## Question

A thin slab of platinum disulfide, PtS₂, is cut so that its two faces run obliquely through the layers of the crystal. The table follows its Kohn–Sham levels, from a semilocal density functional without spin-orbit coupling, along a path through the surface zone. Here b1 and b2 are the first and second levels below the Fermi level, and a1 is the first above it. The outer orbital weight is the share of a level on the two outermost atomic planes of both faces together. Point a and point b are the components of the wave vector along the short and the long edge of the surface cell, in reciprocal cell vectors.

Relaxed 18-plane PtS₂ (012) slab, Ansatz 0.2.0, PBEsol without dispersion correction, scalar-relativistic, not spin-polarised, plane waves with PAW, cutoff 420 eV, 10×5×1 k mesh, Gaussian smearing of 0.05 eV. Outer orbital weights are Löwdin weights on the two outer planes of both faces together, averaged over levels within 1.5 meV and not renormalised.

```csv
point label,point a (reciprocal cell vectors),point b (reciprocal cell vectors),level b1 from the Fermi level (eV),outer orbital weight b1,level b2 from the Fermi level (eV),outer orbital weight b2,level a1 from the Fermi level (eV),outer orbital weight a1
X,0.5000,0.0000,-0.280,0.670,-0.280,0.670,0.210,0.530
between,0.4167,0.0000,-0.030,0.480,-0.290,0.720,0.520,0.540
between,0.3333,0.0000,-0.740,0.660,-0.800,0.600,0.090,0.540
between,0.2500,0.0000,-0.970,0.680,-0.970,0.620,0.240,0.560
between,0.1667,0.0000,-0.720,0.540,-0.720,0.540,0.380,0.620
between,0.0833,0.0000,-0.130,0.380,-0.270,0.320,0.460,0.640
G,0.0000,0.0000,-0.030,0.260,-0.670,0.640,0.100,0.400
between,0.0000,0.0833,-0.130,0.320,-0.650,0.600,0.120,0.360
between,0.0000,0.1667,-0.280,0.400,-0.640,0.520,0.090,0.360
between,0.0000,0.2500,-0.040,0.380,-0.350,0.520,0.470,0.620
between,0.0000,0.3333,-0.240,0.500,-0.380,0.520,0.440,0.600
between,0.0000,0.4167,-0.320,0.660,-0.520,0.620,0.420,0.580
Y,0.0000,0.5000,-0.340,0.680,-0.570,0.760,0.410,0.580
between,0.0833,0.5000,-0.230,0.640,-0.340,0.640,0.380,0.560
between,0.1667,0.5000,-0.140,0.560,-0.170,0.500,0.350,0.500
between,0.2500,0.5000,-0.440,0.560,-0.450,0.440,0.370,0.500
between,0.3333,0.5000,-0.650,0.700,-0.680,0.500,0.190,0.480
between,0.4167,0.5000,-0.420,0.720,-0.480,0.740,0.040,0.540
S,0.5000,0.5000,-0.270,0.810,-0.270,0.810,0.070,0.500
between,0.4167,0.4167,-0.400,0.720,-0.490,0.740,0.030,0.520
between,0.3333,0.3333,-0.590,0.600,-0.680,0.540,0.180,0.520
between,0.2500,0.2500,-0.600,0.440,-0.750,0.540,0.260,0.540
between,0.1667,0.1667,-0.480,0.500,-0.560,0.520,0.370,0.600
between,0.0833,0.0833,-0.130,0.400,-0.270,0.340,0.460,0.640
```

These facts about the slab may be used:

- The bulk is a stack of flat hexagonal layers, in which each Pt is bound to six S.
- The surface cell has perpendicular edges of 3.571 Å and 7.81 Å and holds 6 Pt, 12 S and 180 electrons.
- The two outer planes of each face hold one S and one Pt per cell.
- The slab has inversion centres and a twofold screw axis along the short edge. Both operations exchange the two faces.

(a) Levels b1 and a1 jump at several points. Find the filled and the empty band behind them.

(b) Explain why the lower edge of the empty band follows point a and hardly heeds point b, and why the filled band behaves differently.

(c) The empty level at X lies well above its neighbour on the path. Why?

(d) Are the states at the band edges surface states?

## Model answer

**(a) Two bands behind the jumps.** With two electrons to a level, 180 electrons would fill 90 bands. Names such as b1 and a1, however, count from the Fermi level, so a band changes its name whenever it crosses that level. At G the level a1, at 0.10 eV, continues the filled band that appears as b1 at the neighbouring points towards X and towards S. The same holds for the next two points towards Y.

The opposite exchange happens beside X, at point a = 0.4167 and point b = 0. There b1, at −0.03 eV, is the bottom of the empty band, which has dipped below the Fermi level. The top of the filled band is then b2, which continues smoothly from X. Once the names are put right, the filled band peaks at 0.12 eV near G and overlaps the empty band by 0.15 eV, so the slab is a weak metal in this calculation. The run agrees: counting bands on its own, coarser k mesh, it finds an overlap of 0.11 eV.

**(b) A slab made of leaning ribbons.** The run of the bands follows from the way this face cuts the layers. The Miller indices (012) allow two short steps within the face. One goes along a row of Pt atoms inside a layer and is the short edge. The other goes two rows back and one layer up, and is the long edge.

The lean of the layers follows from the two edges. Two rows in a hexagonal layer span √3 × 3.571 Å = 6.19 Å. The long edge is the hypotenuse over this distance and the layer spacing, so the spacing is √(7.81² − 6.19²) Å ≈ 4.8 Å. The layers therefore lean against the face by arctan(4.8/6.19), about 38°.

The slab is thus no stack of complete sheets. It is a row of ribbons leaning on one another, each a strip of one PtS₂ layer six Pt rows wide, with one edge on each face. A step along the short edge stays in the ribbon and follows covalent Pt–S bonds. A step along the long edge leads to the next ribbon, across the gap between layers, which no Pt–S bond spans, although the S atoms of neighbouring layers still come close.

The ribbon edge also suggests what the low empty levels are. In the bulk, the six S around a Pt push two of its d orbitals up, and these antibonding orbitals stay empty. The cut leaves the outer Pt with only five close S neighbours, so the d orbital that points to the lost one is pushed up less and drops towards the gap. Counting bonds shows that the cut also leaves one S per edge with only two Pt neighbours, and its p orbitals may share in these levels. From the bulk geometry this S is expected in the third plane, just below the two that the weight counts. The assignment is ligand-field reasoning; the weights support the place of the state, not the shape of its orbital.

Such an orbital couples well to its like along the edge and poorly to the next ribbon. The numbers follow this pattern. From point a = 0.0833 to 0.4167 the empty edge falls by 0.42 eV, averaged over the three points at each value. Among the listed points that share one value of point a, it varies by at most 0.14 eV. This tests the lower edge alone, and part (d) shows that neighbouring ribbons are not without influence.

The filled band feels both directions. Along G–Y, where point a stays at zero, its top varies by 0.46 eV, and at point a = 0.1667 by as much as 0.58 eV. These figures follow the highest filled level, and the climb of its weight from 0.36 to 0.68 along G–Y suggests that more than one kind of state takes its turn on top. A likely reason for the dependence on point b is that the highest filled states near G contain S p orbitals that reach across the gap between layers. These orbitals link ribbon to ribbon, so the phase between ribbons matters.

Close to G, the top filled band still changes faster along the rows than from ribbon to ribbon. Because the long edge is 2.2 times the short one, two steps of the table towards Y cover about the same distance in reciprocal space as one step towards X. The two steps towards Y lower the filled band by only 0.01 eV. The single step towards X lowers it by 0.23 eV. The second filled band, which is b1 at G and towards Y but b2 beside G towards X, shows no such preference. Over the same distances it falls by 0.25 eV towards Y and by 0.24 eV towards X.

For point a of 0.3333 and more, the filled band too becomes nearly blind to point b, with a variation of at most 0.15 eV. Its outer weight there is 0.60 or higher, so these filled states also sit largely at the ribbon edges. Edge weight is not the whole rule, though. At point a = 0.1667 the filled levels have weights of 0.50 to 0.56, much like the empty ones, and yet they vary by 0.58 eV. At 0.0833 the filled band varies little although its weight differs widely. The kind of orbital and its direction presumably count as well.

**(c) Why X lies high.** A zone boundary is often a place where bands turn, so X might be expected to hold the minimum. The screw axis lifts this rule, provided the level is not confined to one face. It turns the slab by half a turn and shifts it by half the short edge, so that along the row the structure repeats, apart from the turn, after half the cell length. Seen with this shorter repeat, X is a midpoint of the band and not its end.

In the ordinary zone the band is folded back at X, and its two branches must meet there. The filled levels show such a meeting directly, since b1 and b2 coincide at X and at S. For the empty band, the branches one step before X lie at −0.03 and 0.52 eV. Their mean is 0.245 eV, close to the 0.21 eV at X, as it should be if one branch falls through X while the other rises.

The high value at X is therefore the meeting point of two sloping branches, and the lowest listed empty level lies inside the zone, at point a = 0.4167. Symmetry does not say why the falling empty band turns up there. The filled band offers a hint: it climbs steeply from −0.74 to −0.29 eV and then stalls, just where the empty band turns. The two probably mix or cross near X, so the branch that leads up to 0.21 eV may partly continue the filled band; the table cannot settle this. Beside S the same dip is present but faint, only a few hundredths of an eV, and the upper branch there is not listed. The largest variation of the empty band with point b is the one between X and S.

**(d) How much belongs to the surface.** A weight needs a yardstick, and an evenly spread state supplies one. The outer planes of both faces hold 2 of the 12 S atoms and 2 of the 6 Pt atoms. An even state would thus have an outer weight of 2/12 ≈ 0.17 if it lived on S alone and 2/6 ≈ 0.33 if it lived on Pt alone. A mixed state falls in between. The tabulated weights miss whatever part of a level spills into the vacuum or into orbitals outside the set, so they tend to be somewhat low, and the comparison is a rough one.

The top of the filled band, where it rises above the Fermi level, has a mean weight of 0.37. This is just above the even share for Pt, but about twice the even share for S. The table does not split the weight by element, so it shows only that this state reaches well into the ribbon, perhaps with some preference for the edges. The listed levels of the empty band have weights from 0.48 to 0.64, clearly more than an even spread allows. They favour the edges.

They are nevertheless not all isolated surface states. Inversion together with time reversal turns a state confined to one face into a twin of equal energy on the other, at the same wave vector. If the faces did not feel each other, the empty levels would come in equal pairs everywhere. Beside X the two lowest are 0.55 eV apart, so there they are no pair of separate face states. A direct coupling of this size between edges six rows apart is unlikely; more probably these levels reach through the interior or mix with the filled band. The covalent ribbon that joins the edges is a plausible path, but it cannot be the only one. The levels of a lone ribbon would not depend on point b, whereas the dip beside X is far deeper than the one beside S, so neighbouring ribbons take part too. The best description is a ribbon state with heavy edges.

## Remarks on the reasoning

The decisive step in (a) is to follow bands and not column heads. Read as it stands, column a1 seems to drop sharply on the way from Y to G, and one would look for a physical cause where only a name has changed. Energy and weight together make the regrouping safe: at G the weight of a1 matches that of the filled band next to it, not that of the empty one.

The argument in (b) can be carried to other faces by asking which bonds a step within the face follows and which bonds the cut has broken. A face parallel to the layers is the instructive contrast. It breaks no Pt–S bonds, so it should have no five-coordinate Pt and no low empty edge band of this kind. Both directions within the face would then run along covalent bonds, and the strong preference for one of them should vanish.

The overlap in (a) deserves less trust than the shape of the bands. This type of functional makes gaps too small, and spin-orbit coupling, left out here, can shift levels with much Pt character. Either could outweigh 0.15 eV. The contact between ribbons was also computed without a dispersion term, and the overlap is expected to be sensitive to the layer spacing, about 4.8 Å here. The small surface cell keeps the edge atoms from regrouping over several cells. A ribbon only six rows wide is, moreover, not yet a thick crystal. That the slab is a metal is a result of this calculation and not a safe prediction for a real surface.
